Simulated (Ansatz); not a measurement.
## A family of molecules: the HOMO–LUMO gap

All atoms of one element are swapped for its congeners: Ge(OH)4; Ge(SH)4; Ge(SeH)4. All are singlets with charge 0.

Shapes, held fixed at every level: PBE0-D4/def2-TZVP. Flexible molecules stand in one conformer, not always the lowest. Programs: Ansatz 0.2.0. Values in eV.

Problem. How should the HOMO–LUMO gap change along the series?

Solution. At wB97M-V/def2-TZVPP the HOMO–LUMO gap falls at every step, from 13.09 to 9.11 eV. Every level shows the same order. Relativity is left out for Ge, Se. Orbital gaps aren't excitation energies, and the LUMO depends on the basis.

```
              level  Ge(OH)4  Ge(SH)4  Ge(SeH)4
   SPW92/def2-TZVPP     6.13     4.00      3.17
  PBE-D4/def2-TZVPP     6.15     4.14      3.28
BHLYP-D4/def2-TZVPP    11.45     8.38      7.04
 PBE0-D4/def2-TZVPP     8.94     6.29      5.20
 wB97X-V/def2-TZVPP    13.52    10.77      9.42
 wB97M-V/def2-TZVPP    13.09    10.42      9.11
```

The gap narrows from oxygen to sulfur to selenium, and in every row the first step is clearly larger than the second. The HOMO is probably made up mainly of chalcogen lone pairs, which are bound less tightly as electronegativity falls down the group. The LUMO probably has Ge–chalcogen σ* character, and it should drop as the bonds become longer and the overlap weaker. The uneven steps fit the usual pattern of the group: the compact, nodeless 2p shell sets oxygen apart, whereas sulfur and selenium are more alike, partly because the filled 3d shell of selenium screens the nuclear charge incompletely.

The choice of functional moves the gap of Ge(OH)4 from 6.13 to 13.52 eV, more than the whole chemical change in any row, probably because the functionals differ in their share of exact exchange, particularly at long range. The ordering is therefore much better supported than any single gap. The gaps alone don't show how much of the narrowing comes from a rising HOMO and how much from a falling LUMO.
